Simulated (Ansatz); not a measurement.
Mn: energy change per atom and largest site moment against volume scale

Results calculated with Ansatz 0.2.0, not measured. Plane-wave DFT, scalar-relativistic PAW made under PBE with cores redone for the functional, no dispersion; the given relaxed cell is scaled uniformly, energy at zero smearing counts from the unscaled cell, pressure at the given Fermi-Dirac smearing is positive in compression.

The cell before it is scaled or strained (space group Pm-3m, No. 221):
```
cell vectors (Å)
   0.0000     2.4095     2.4095
   2.4095     0.0000     2.4095
   2.4095     2.4095     0.0000
atoms (fractions of the cell vectors)
Mn  0.00000  0.00000  0.00000
Mn  0.50000  0.50000  0.50000
```

Settings of every row: spin polarised yes; functional BLYP; wave cutoff 420 eV; smearing width 0.05 eV; k mesh 13x13x13.

Atom:
```csv
element,starting moment (Bohr magneton)
Mn,2.29
Mn,-2.29
```

Limits: search for a lower magnetic state is off; the cell comes from a prototype or a list of computed structures and needn't be the stable phase.

```csv
row,volume scale,V (Å³/atom),energy change per atom (meV),largest site moment (Bohr magneton),pressure (GPa)
1,0.88,12.31,76.12,1.82,16.28
2,0.92,12.87,31.48,1.99,9.52
3,0.96,13.429,?,?,?
4,1.04,14.548,4.66,2.44,-2.79
5,1.08,15.108,18.47,2.59,-4.95
6,1.12,15.667,38.85,2.72,-6.52
```

Question: what energy change per atom and largest site moment should row 3 give?

Worked fit of energy change per atom. Take u = (V_r/V)^(2/3) − 1 with V_r = 14.548 Å³ an atom, which is twice the finite (Eulerian) strain; such expansions in the strain, on which the Birch-Murnaghan equation of state is built, carry the rest volume and the bulk modulus. The shown rows have u = 0.1178, 0.08513, 0, -0.02487, -0.0482. Least squares give energy change per atom = 3.987 − 350.066 × u + 8107.09 × u² meV; a straight line predicts inner rows, each left out in turn, worse (root mean square 23 against 2 meV). The rows lie off it by 0.87, -1.46, 0.67, 0.76, -0.84 (root mean square 0.96 meV). The withheld row has u = 0.05481, so the fit gives 3.987 − 350.066 × (0.05481) + 8107.09 × (0.05481)² = 9.15 meV.

The calculation gave 7.67 meV. The fit lies 1.48 meV (19 % of the value, 2.1 % of the column's range) above it; its largest miss of a shown row is 1.46 meV.

Worked fit of largest site moment. Take t = volume scale − 1. The shown rows have t = -0.12, -0.08, 0.04, 0.08, 0.12. Their means are 0.008 and 2.312 Bohr magneton; the sums about the means are S_tt = 0.04288 and S_ty = 0.1611, whose ratio is the slope. Least squares give largest site moment = 2.282 + 3.757 × t Bohr magneton. The rows lie off it by -0.01, 0.01, 0.01, 0.01, -0.01. The withheld row has t = -0.04, so the fit gives 2.282 + 3.757 × (-0.04) = 2.13 Bohr magneton.

The calculation gave 2.15 Bohr magneton. The fit lies 0.02 Bohr magneton (2.2 % of the column's range) below it; its largest miss of a shown row is 0.01 Bohr magneton.

The other values of row 3: pressure 4.26 GPa.
